## Hydrogen charges in N,N-disilylformamide

In N,N-disilylformamide, the sign of each hydrogen's charge fits the polarity of its own bond, not an alternation of charge along the chain from oxygen. The hydrogen on carbon is positive, while all six hydrogens on silicon are negative. The rest of the molecule does draw electrons from the silyl groups, but silicon carries the resulting positive charge.

Hirshfeld charges in neutral, singlet N,N-disilylformamide, from a gas-phase Hartree–Fock/def2-SVPD single point in PySCF 2.14.0 at the GFN2-xTB geometry. Row numbers are the atom numbers used in the text: hydrogen 6 is bonded to carbon, 7–9 to silicon 4 and 10–12 to silicon 5.

| row | hirshfeld charge (e) | computed element |
| --- | --- | --- |
| 1 | -0.338 | O |
| 2 | 0.207 | C |
| 3 | -0.290 | N |
| 4 | 0.404 | Si |
| 5 | 0.425 | Si |
| 6 | 0.068 | H |
| 7 | -0.096 | H |
| 8 | -0.073 | H |
| 9 | -0.073 | H |
| 10 | -0.077 | H |
| 11 | -0.078 | H |
| 12 | -0.078 | H |

The column "hirshfeld charge" divides the electron density among the atoms in the proportions that free atoms would contribute at each point. A positive value means that the atom has fewer electrons than when neutral. Hirshfeld charges are usually small and are not oxidation states, and Hartree–Fock theory tends to exaggerate bond polarity. The argument therefore rests on signs and clear contrasts.

### Three explanations

The simplest explanation is a one-way pull. Oxygen and nitrogen attract electrons, so every other atom should lose some and become positive. Carbon, both silicon atoms and the formyl hydrogen agree. The six silyl hydrogens do not: their mean charge is −0.08 e.

A more tempting explanation is that induction travels along the chain as an alternating wave. From oxygen through carbon, nitrogen and silicon to a silyl hydrogen, the signs run minus, plus, minus, plus, minus. This pattern gives the right sign for eleven of the twelve atoms. It looks like a law of distance, with each bond reversing the charge.

The exception is the formyl hydrogen, atom 6. It lies two bonds from oxygen, as nitrogen does, so the wave would make it negative. Its computed charge is +0.068 e. One such atom is enough to show that counting bonds from oxygen does not fix the sign in this molecule.

The third explanation looks at each bond separately. The more electronegative partner gains electron density and the other loses it. Hydrogen lies between silicon and carbon in electronegativity, so it gains from silicon and loses to carbon. An atom with several bonds adds up its gains and losses.

This also explains why the wave looked so convincing. Along the path to a silyl hydrogen, electronegativity itself goes down, up, down and up again: oxygen, carbon, nitrogen, silicon, hydrogen. The charges alternate because strong and weak attractors happen to alternate. From oxygen through carbon to the formyl hydrogen, electronegativity falls at both steps, and the alternation of charge ends.

### A bond-by-bond estimate

The local picture becomes a simple model if each shared electron pair shifts charge in proportion to the difference in electronegativity. For atom $A$ with bonded partners $B$,

$$q_A = k\sum_B n_{AB}(\chi_B-\chi_A).$$

Here $q_A$ is the atomic charge, $n_{AB}$ is the number of shared pairs (two for the carbonyl bond, one for the others), and $\chi$ is the electronegativity. What one partner gains the other loses, so the model molecule is neutral. The single constant $k$, fitted to all twelve atoms, is 0.17 e per unit of electronegativity.

For a silyl hydrogen, rough electronegativities of 1.9 for silicon and 2.2 for hydrogen give

$$q_{\mathrm H}=0.17\times(1.9-2.2)\approx-0.05\ \mathrm e.$$

The computed mean is −0.08 e, so the estimate has the right sign and order of magnitude. These hydrogens were part of the fit, which makes the comparison a test of consistency rather than a prediction. With carbon as the partner, the difference changes sign and the hydrogen becomes positive. The formyl hydrogen is also the one nearest to oxygen, so the hydrogen charges alone cannot separate the effect of the partner from that of distance. The case for the partner rests on the model's agreement across all the elements in the molecule.

The model gives the right sign for all twelve atoms. Its root-mean-square error against the computed charges is 0.06 e, compared with 0.15 e for an alternating charge of constant size. Each model has one fitted constant, but the polarity model also draws on known electronegativities. The twelve atoms provide only about six distinct bonding situations, so the count of signs looks stronger than it is. The output printed after the text gives both fits atom by atom.

The largest failure is at nitrogen, for which the model gives −0.44 e instead of −0.290 e. Oxygen, in contrast, is more negative than the model allows. Amide conjugation would shift density in this direction, from the nitrogen lone pair towards oxygen, and the short carbon–nitrogen bond fits that picture. The planar nitrogen is weaker evidence, because silyl groups can flatten nitrogen without a carbonyl group. Alternatively, the model's straight-line rule may overstate how much charge nitrogen takes from two silicon atoms. Adding up the charges of whole groups shows where the error lies.

### What whole groups show

The pull on the silyl groups becomes visible when the charges within each group are added up. The silyl group of atom 4 has a total charge of +0.162 e, and that of atom 5 has +0.192 e. Both groups have therefore lost electrons to the rest of the molecule. Most of the balancing negative charge is on nitrogen, their direct neighbour. The formyl group as a whole carries only −0.063 e, because the charge on oxygen is largely offset by carbon and its hydrogen.

These sums locate the model's error at nitrogen. Added up in the same way, the model charges give the two silyl groups +0.37 e together, close to the computed +0.354 e. Bond polarity between silicon and nitrogen is therefore enough to account for the positive silyl groups. For the formyl group, however, the model gives +0.07 e, which has the wrong sign. The error lies mainly across the carbon–nitrogen bond, where amide conjugation would return density from nitrogen to the formyl group. The sums show the place of the error but do not prove its mechanism.

Inside each group, silicon gives up density in two directions: to nitrogen and to its three hydrogens. Carbon, by contrast, gains density from its hydrogen. This helps to explain why silicon is more positive than carbon even though it is farther from oxygen. A group can thus be positive as a whole while its hydrogens are negative. The group totals show the direction of the transfer, but not how much density the amide removes from each hydrogen.

For a related molecule, the same reasoning begins with the atom bonded to hydrogen and only then considers more distant groups. If a methyl group replaced a silyl group, its hydrogens would be expected to be positive, because carbon attracts electrons more strongly than hydrogen does.

### One silyl hydrogen stands apart

Bond polarity treats all silyl hydrogens alike, but atom 7 is more negative than the others. Its charge is −0.096 e, against −0.073 e for each of the other two hydrogens on the same silicon. It lies roughly opposite the carbonyl oxygen, which comes within about 2.5 Å of that silicon. Its bond to silicon is also the longest of the six.

A possible cause is donation from an oxygen lone pair into the antibonding orbital of this silicon–hydrogen bond. That would lengthen the bond and place more density on the hydrogen. This remains a guess: the density shows no bond path between oxygen and silicon, and both the close contact and the long bond come from a tight-binding geometry.

Silylamines serve as precursors for silicon nitride and silicon oxide films in electronic devices. The charges in this one related molecule show a polarity that matters for such surface chemistry: silicon is the electron-poor site, and its hydrogens are hydridic. They do not give reaction barriers or growth rates.

The analysis program printed:

```
fit of q on 12 rows: coefficient of polar 0.1678 +/- 0.015; rms 0.0633, worst 3 -0.146, leave-one-out rms 0.0835
fit of q on 12 rows: coefficient of alt 0.1726 +/- 0.045; rms 0.15, worst 5 -0.252, leave-one-out rms 0.164
Charges and the two one-constant models:
  row  computed charge (e)  bond polarity (e)  alternation (e)
    1               -0.338            -0.2685          -0.1726
    2                0.207             0.2685           0.1726
    3                -0.29            -0.4363          -0.1726
    4                0.404             0.3356           0.1726
    5                0.425             0.3356           0.1726
    6                0.068            0.06713          -0.1726
    7               -0.096           -0.05035          -0.1726
    8               -0.073           -0.05035          -0.1726
    9               -0.073           -0.05035          -0.1726
   10               -0.077           -0.05035          -0.1726
   11               -0.078           -0.05035          -0.1726
   12               -0.078           -0.05035          -0.1726
Atoms of 12 with the right sign from bond polarity: 12
Atoms of 12 with the right sign from alternation: 11
Atoms of 12 with the right sign from one-way pull: 6
Error of alternation divided by error of bond polarity (rms ratio): 2.372
Rms error of bond polarity with the carbonyl counted once (e): 0.08348
Mean charge of the six silyl hydrogens (e): -0.07917
Formyl hydrogen less mean silyl hydrogen (e): 0.1472
Atom 7 less mean of atoms 8 and 9 (e): -0.023
Whole silyl group of atom 4 (e): 0.162
Whole silyl group of atom 5 (e): 0.192
Both silyl groups together (e): 0.354
Whole formyl group (e): -0.063
```
